**Screened hydrogenic rule for the 4p spin-orbit gap of Nb4+, Tc4+, Ta4+, W4+ and Re4+**

The table holds 4p1/2 and 4p3/2 eigenvalues, their gap and mean radii from spherical, unpolarised Dirac Kohn-Sham calculations (revPBE, point nucleus, Quantum ESPRESSO ld1.x). The program fits gap = Ry α²(Z − s)⁴/128 with one screening constant to all five rows and compares it with the exact Dirac-Coulomb doublet at charge Z − s and with a power law in Z. With s = 15.7 the rule lies within about 4 % of the tabulated gaps, too high for the light ions and too low for the heavy ones. The Dirac form gives an s that is constant within each cluster of rows, 15.97 for the light ions and about 16.85 for the heavy ones, but differs between the two. The output also lists the screening constants implied by binding energies, by radii and by the 2p, 3p and 5p gaps of the same calculations, which mark the range of the rule.

All-electron Dirac Kohn-Sham calculations with Quantum ESPRESSO 7.5 (ld1.x) for atomic ions of charge +4, using the revPBE functional, spherical densities, no spin polarisation and a point nucleus. Eigenvalues are negative for bound levels.

## Analysis program

```python
# Table: 4p1/2, 4p3/2 Kohn-Sham eigenvalues, mean radii and gap of M4+ ions; QE ld1.x, revPBE, Dirac,
# spherical, unpolarised, point nucleus. Tested: gap = Ry*alpha^2*(Z-s)^4/(n^3 l(l+1)) with one s,
# against the exact Dirac-Coulomb doublet at charge Z-s and a power law A*Z^p.
T = {
    'ion': ['Nb4+', 'Ta4+', 'W4+', 'Tc4+', 'Re4+'],
    'Z': [41, 73, 74, 43, 75],
    'N': [37, 69, 70, 39, 71],
    'configuration': ['[Kr] (4d3/2)0.4 (4d5/2)0.6', '[Xe] (4f5/2)6 (4f7/2)8 (5d3/2)1', '[Xe] (4f5/2)6 (4f7/2)8 (5d3/2)2', '[Kr] (4d3/2)1.2 (4d5/2)1.8', '[Xe] (4f5/2)6 (4f7/2)8 (5d3/2)3'],
    'eigenvalue_4p12': [-80.26, -487.74, -515.11, -92.594, -543.56],  # eV
    'eigenvalue_4p32': [-77.99, -424.81, -447.34, -89.499, -470.63],  # eV
    'mean_radius_4p12': [1.2332, 0.46449, 0.4546, 1.1238, 0.445],  # bohr
    'mean_radius_4p32': [1.2589, 0.49755, 0.48783, 1.1499, 0.47839],  # bohr
    'gap': [2.2693, 62.9337, 67.7684, 3.095, 72.9277],  # eV
}
import numpy as np
from scipy.constants import alpha as a, physical_constants as pc
from scipy.optimize import brentq, minimize_scalar
Ry = pc['Rydberg constant times hc in eV'][0]; mc2 = 2*Ry/a**2
o = np.argsort(np.array(T['Z'], float)); ion = [T['ion'][i] for i in o]
col = lambda k: np.array(T[k], float)[o]
Z, g, e1, e3, r1, r3 = map(col, ['Z', 'gap', 'eigenvalue_4p12', 'eigenvalue_4p32', 'mean_radius_4p12', 'mean_radius_4p32'])
LO = lambda z, n=4: Ry*a**2*z**4/(2*n**3)
ED = lambda z, n, k: (1+(z*a/(n-k+np.sqrt(k*k-(z*a)**2)))**2)**-0.5
DI = lambda z, n=4: mc2*(ED(z, n, 2)-ED(z, n, 1))
solve = lambda f, z, y, n=4: brentq(lambda s: f(z-s, n)-y, -20, z-2)
fit = lambda f, m: minimize_scalar(lambda s: np.sum(np.log(f(Z[m]-s)/g[m])**2), bounds=(5, 25), method='bounded').x
row = lambda lab, v, f: print(lab, ' '.join(format(x, f) for x in v))
al = Z > 0; lo = Z < 50; hi = ~lo
print('row order:', ' '.join(ion), '| largest rounding floor of gap %.3f %%' % (100*5e-5/g.min()))
print('prefactor Ry*alpha^2/128 = %.4e eV' % LO(1.0))
row('unscreened (s=0) / table:', LO(Z)/g, '.2f')
sL = np.array([solve(LO, z, y) for z, y in zip(Z, g)]); sD = np.array([solve(DI, z, y) for z, y in zip(Z, g)])
row('s per row, leading order:', sL, '.2f'); row('s per row, Dirac:', sD, '.2f')
s0, sd = fit(LO, al), fit(DI, al); s = round(s0, 1)
print('fitted s: leading %.2f (hand rule uses %.1f), Dirac %.2f' % (s0, s, sd))
for i in range(len(Z)):
    z = Z[i]-s
    print('%s Z-s=%.1f ^4=%.4e rule %.3f eV table %.4f eV err %+.1f %%' % (ion[i], z, z**4, LO(z), g[i], 100*(LO(z)/g[i]-1)))
p, lA = np.polyfit(np.log(Z), np.log(g), 1)
print('power law: p = %.2f, A = %.3e eV (two parameters)' % (p, np.exp(lA)))
for lab, m in (('hand rule', LO(Z-s)), ('Dirac', DI(Z-sd)), ('power law', np.exp(lA)*Z**p)):
    er = 100*(m/g-1); w = np.argmax(abs(er))
    row('%s err %% (rms %.1f, worst %s):' % (lab, np.sqrt(np.mean(er**2)), ion[w]), er, '+.1f')
for lab, f in (('leading', LO), ('Dirac', DI)):
    for nm, m in (('Nb,Tc', lo), ('Ta,W,Re', hi)):
        x = fit(f, m); row('%s fit on %s only, s=%.2f, err %% all rows:' % (lab, nm, x), 100*(f(Z-x)/g-1), '+.1f')
row('gap change per 0.1 in s, %:', 40/(Z-s), '.2f')
row('Dirac/leading at Z-s of Dirac fit:', DI(Z-sd)/LO(Z-sd), '.3f')
sl = lambda y, i, j: np.log(y[j]/y[i])/np.log(Z[j]/Z[i])
for i, j in ((0, 1), (2, 4), (0, 2), (1, 4)):
    print('%s->%s ratio %.2f, Z^4 %.2f, rule %.2f; exponent table %.2f rule %.2f Dirac %.2f' % (ion[i], ion[j],
          g[j]/g[i], (Z[j]/Z[i])**4, LO(Z[j]-s)/LO(Z[i]-s), sl(g, i, j), sl(LO(Z-s), i, j), sl(DI(Z-sd), i, j)))
eb = -(e1+2*e3)/3; rb = (r1+2*r3)/3
row('j-averaged binding, eV:', eb, '.1f'); row('gap/binding, %:', 100*g/eb, '.1f')
row('s from binding Ry(Z-s)^2/16:', Z-4*np.sqrt(eb/Ry), '.1f'); row('s from <r>=23/(Z-s):', Z-23/rb, '.1f')
dr = r3/r1-1; c = dr/(Z*a)**2
row('r(3/2)/r(1/2)-1, %:', 100*dr, '.2f'); row('same / (Z alpha)^2:', c, '.3f')
row('radius rule c=%.3f, err %%:' % c.mean(), 100*(c.mean()/c-1), '+.1f')
# binding energies in eV (p1/2, p3/2) typed from the further outputs of the same runs; Tc 5p is empty
P = {2: {41: (2459.894, 2364.131), 43: (2791.084, 2672.844), 73: (11080.39, 9810.135), 74: (11488.24, 10135.42), 75: (11906.3, 10466.52)},
     3: {41: (404.1238, 388.597), 43: (476.6068, 456.8175), 73: (2460.411, 2186.919), 74: (2566.342, 2273.786), 75: (2675.468, 2362.768)},
     5: {43: (30.99908, 30.4432), 73: (86.97035, 77.82828), 74: (92.62099, 82.42687), 75: (98.38572, 87.04765)}}
G = {n: {z: v[0]-v[1] for z, v in d.items()} for n, d in P.items()}
for n, d in G.items():
    row('%dp gap eV, Z=%s:' % (n, list(d)), d.values(), '.3f')
    row('  s leading:', [solve(LO, z, y, n) for z, y in d.items()], '.2f')
    row('  s Dirac:', [solve(DI, z, y, n) for z, y in d.items()], '.2f')
print('Nb->Ta ratio 2p %.1f, 3p %.1f, 4p %.1f' % (G[2][73]/G[2][41], G[3][73]/G[3][41], g[2]/g[0]))
print('homologous: Nb 4p->Ta 5p %.2f, Tc 4p->Re 5p %.2f' % (G[5][73]/g[0], G[5][75]/g[1]))
assert np.all(abs(e3-e1-g) < 0.011) and np.all(np.diff(g) > 0)
assert sl(g, 0, 1) > sl(g, 2, 4) > 4
assert np.all(r3 > r1) and np.all((sL > 0) & (sL < 28))
```

Running it gives:

```
row order: Nb4+ Tc4+ Ta4+ W4+ Re4+ | largest rounding floor of gap 0.002 %
prefactor Ry*alpha^2/128 = 5.6603e-06 eV
unscreened (s=0) / table: 7.05 6.25 2.55 2.50 2.46
s per row, leading order: 15.84 15.81 15.26 15.18 15.09
s per row, Dirac: 15.97 15.97 16.84 16.85 16.85
fitted s: leading 15.67 (hand rule uses 15.7), Dirac 16.19
Nb4+ Z-s=25.3 ^4=4.0972e+05 rule 2.319 eV table 2.2693 eV err +2.2 %
Tc4+ Z-s=27.3 ^4=5.5546e+05 rule 3.144 eV table 3.0950 eV err +1.6 %
Ta4+ Z-s=57.3 ^4=1.0780e+07 rule 61.018 eV table 62.9337 eV err -3.0 %
W4+ Z-s=58.3 ^4=1.1552e+07 rule 65.391 eV table 67.7684 eV err -3.5 %
Re4+ Z-s=59.3 ^4=1.2366e+07 rule 69.994 eV table 72.9277 eV err -4.0 %
power law: p = 5.72, A = 1.364e-09 eV (two parameters)
hand rule err % (rms 3.0, worst Re4+): +2.2 +1.6 -3.0 -3.5 -4.0
Dirac err % (rms 4.4, worst W4+): -3.5 -3.2 +5.0 +5.0 +5.0
power law err % (rms 1.2, worst Tc4+): +1.8 -1.9 -0.3 +0.1 +0.4
leading fit on Nb,Tc only, s=15.82, err % all rows: +0.2 -0.2 -3.9 -4.3 -4.8
leading fit on Ta,W,Re only, s=15.18, err % all rows: +10.9 +9.6 +0.6 +0.0 -0.6
Dirac fit on Nb,Tc only, s=15.97, err % all rows: -0.0 +0.0 +6.7 +6.7 +6.6
Dirac fit on Ta,W,Re only, s=16.85, err % all rows: -13.4 -12.4 -0.1 +0.0 +0.1
gap change per 0.1 in s, %: 1.58 1.47 0.70 0.69 0.67
Dirac/leading at Z-s of Dirac fit: 1.021 1.025 1.121 1.125 1.130
Nb4+->Tc4+ ratio 1.36, Z^4 1.21, rule 1.36; exponent table 6.52 rule 6.39 Dirac 6.58
Ta4+->Re4+ ratio 1.16, Z^4 1.11, rule 1.15; exponent table 5.45 rule 5.08 Dirac 5.44
Nb4+->Ta4+ ratio 27.73, Z^4 10.05, rule 26.31; exponent table 5.76 rule 5.67 Dirac 5.91
Tc4+->Re4+ ratio 23.56, Z^4 9.25, rule 22.26; exponent table 5.68 rule 5.58 Dirac 5.83
j-averaged binding, eV: 78.7 90.5 445.8 469.9 494.9
gap/binding, %: 2.9 3.4 14.1 14.4 14.7
s from binding Ry(Z-s)^2/16: 31.4 32.7 50.1 50.5 50.9
s from <r>=23/(Z-s): 22.6 22.8 25.7 25.8 25.8
r(3/2)/r(1/2)-1, %: 2.08 2.32 7.12 7.31 7.50
same / (Z alpha)^2: 0.233 0.236 0.251 0.251 0.250
radius rule c=0.244, err %: +4.9 +3.5 -2.7 -2.6 -2.5
2p gap eV, Z=[41, 43, 73, 74, 75]: 95.763 118.240 1270.255 1352.820 1439.780
  s leading: 2.87 2.80 0.22 0.07 -0.09
  s Dirac: 3.33 3.34 3.40 3.39 3.39
3p gap eV, Z=[41, 43, 73, 74, 75]: 15.527 19.789 273.492 292.556 312.700
  s leading: 8.20 8.15 5.81 5.67 5.52
  s Dirac: 8.50 8.51 8.37 8.36 8.35
5p gap eV, Z=[43, 73, 74, 75]: 0.556 9.142 10.194 11.338
  s leading: 22.07 30.86 30.69 30.53
  s Dirac: 22.15 31.45 31.34 31.23
Nb->Ta ratio 2p 13.3, 3p 17.6, 4p 27.7
homologous: Nb 4p->Ta 5p 4.03, Tc 4p->Re 5p 3.66
```
